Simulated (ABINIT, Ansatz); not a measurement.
# AlSn: equilibrium volume by level of theory

```
CELL_PARAMETERS angstrom
4.19811 0.00000 0.00000
-2.09905 3.63567 0.00000
0.00000 0.00000 3.30685
ATOMIC_POSITIONS crystal
Sn 0.33333 0.66667 0.50000
Al 0.00000 0.00000 0.00000
```

The cell comes from a database or a generator and needn't be the stable form of this composition.

```csv
rung,level,program and potentials,cutoff (eV),k mesh,smearing,core time,chip,equilibrium volume (Å³/atom),notes
GGA + dispersion,BLYP+D3(BJ),"Ansatz, Ansatz PAW",420,7 × 7 × 8,fermi-dirac 0.05,5.2 s,AMD EPYC 9R45 Zen 5,24.55,"potentials made for PBE, which Ansatz adapts in part"
GGA + dispersion,revPBE+D3(BJ),"Ansatz, Ansatz PAW",420,7 × 7 × 8,fermi-dirac 0.05,6.8 s,AMD EPYC 9R45 Zen 5,23.88,"potentials made for PBE, which Ansatz adapts in part"
GGA,RPBE,"Ansatz, Ansatz PAW",420,7 × 7 × 8,fermi-dirac 0.05,13 s,Arm Neoverse V2,26.01,"potentials made for PBE, which Ansatz adapts in part"
GGA + dispersion,PBE+D4,"Ansatz, Ansatz PAW",420,7 × 7 × 8,fermi-dirac 0.05,13 s,Arm Neoverse V2,24.31,-
GGA + dispersion,PBE+D3(BJ),"Ansatz, Ansatz PAW",420,7 × 7 × 8,fermi-dirac 0.05,13 s,Arm Neoverse V2,24.32,-
GGA + dispersion,RPBE+D4,"Ansatz, Ansatz PAW",420,7 × 7 × 8,fermi-dirac 0.05,14 s,Arm Neoverse V2,24.03,"potentials made for PBE, which Ansatz adapts in part"
GGA,PBE,"Ansatz, Ansatz PAW",420,7 × 7 × 8,fermi-dirac 0.05,14 s,Arm Neoverse V1,25.35,-
GGA + dispersion,BLYP+D4,"Ansatz, Ansatz PAW",420,7 × 7 × 8,fermi-dirac 0.05,15 s,Arm Neoverse V1,25.00,"potentials made for PBE, which Ansatz adapts in part"
GGA,PBEsol,"Ansatz, Ansatz PAW",420,7 × 7 × 8,fermi-dirac 0.05,15 s,Arm Neoverse V2,24.35,"potentials made for PBE, which Ansatz adapts in part"
GGA + dispersion,PBEsol+D4,"Ansatz, Ansatz PAW",420,7 × 7 × 8,fermi-dirac 0.05,16 s,Arm Neoverse V2,23.80,"potentials made for PBE, which Ansatz adapts in part"
GGA + dispersion,PBEsol+D3(BJ),"Ansatz, Ansatz PAW",420,7 × 7 × 8,fermi-dirac 0.05,16 s,Arm Neoverse V2,23.45,"potentials made for PBE, which Ansatz adapts in part"
Hartree-Fock,HF,"Ansatz, Ansatz PAW",420,4 × 4 × 4,fermi-dirac 0.05,46 s,AMD EPYC 7R13 Zen 3,27.02,"coarse mesh; potentials made for PBE, which Ansatz adapts in part"
hybrid,HSEsol,"Ansatz, Ansatz PAW",420,4 × 4 × 4,fermi-dirac 0.05,50 s,AMD EPYC 7R13 Zen 3,23.73,"coarse mesh; potentials made for PBE, which Ansatz adapts in part"
hybrid,B3LYP,"Ansatz, Ansatz PAW",420,4 × 4 × 4,fermi-dirac 0.05,53 s,AMD EPYC 7R13 Zen 3,25.73,"coarse mesh; potentials made for PBE, which Ansatz adapts in part"
hybrid,HSE03,"Ansatz, Ansatz PAW",420,4 × 4 × 4,fermi-dirac 0.05,56 s,AMD EPYC 7R13 Zen 3,24.40,"coarse mesh; potentials made for PBE, which Ansatz adapts in part"
hybrid,HSE06,"Ansatz, Ansatz PAW",420,4 × 4 × 4,fermi-dirac 0.05,61 s,AMD EPYC 7R13 Zen 3,24.32,"coarse mesh; potentials made for PBE, which Ansatz adapts in part"
LDA,LDA,"ABINIT, JTH PAW LDA v2.0",599,7 × 7 × 8,fermi-dirac 0.05,1.8 min,Arm Neoverse V2,23.77,-
```

Times are single runs on shared hosts and different chips, so they are rough; meshes, cutoffs and the tasks' sizes weigh on the time. Task: relaxation of cell and atoms. All rows: no spin polarisation. Smearing widths are in eV. For a metal such meshes aren't converged. Meshes differ between rows, which moves values too. Meshes are those of the run's cell of 2 atoms unless a note names another. Relaxations start from the cell shown or near it and stop with a little pressure left. Runs on faulty files, with rough fits or with known faults for this quantity aren't shown. No row holds spin-orbit coupling.

By rung: LDA 23.77; GGA + dispersion 23.45 to 25.00; GGA 24.35 to 26.01; hybrid on coarse meshes 23.73 to 25.73; Hartree-Fock on coarse meshes 27.02 (Å³/atom).

Without dispersion, the volume grows from LDA through PBEsol and PBE to RPBE, from 23.77 to 26.01 Å³/atom. Stronger gradient enhancement of exchange favours inhomogeneous density and so weakens the cohesion of the sp electrons, while PBEsol stays closer to the slowly varying limit that suits a simple metal.

Dispersion shrinks the cell for every functional listed both with and without it, but not evenly. RPBE contracts so much with D4, to 24.03 Å³/atom, that it falls below PBE+D4, reversing their order. The correction thus partly offsets the repulsion of its parent functional, and it may overbind here, since conduction electrons screen pairwise attraction. Hartree-Fock gives the largest cell, as expected when correlation is missing, though the smaller volume of HSE06 relative to PBE can't be assigned to screened exchange alone, as the sampling changes too.

Aluminium and tin form a eutectic with no known intermetallic compound, so there is probably no measured volume of this ordered cell by which to rank the functionals.
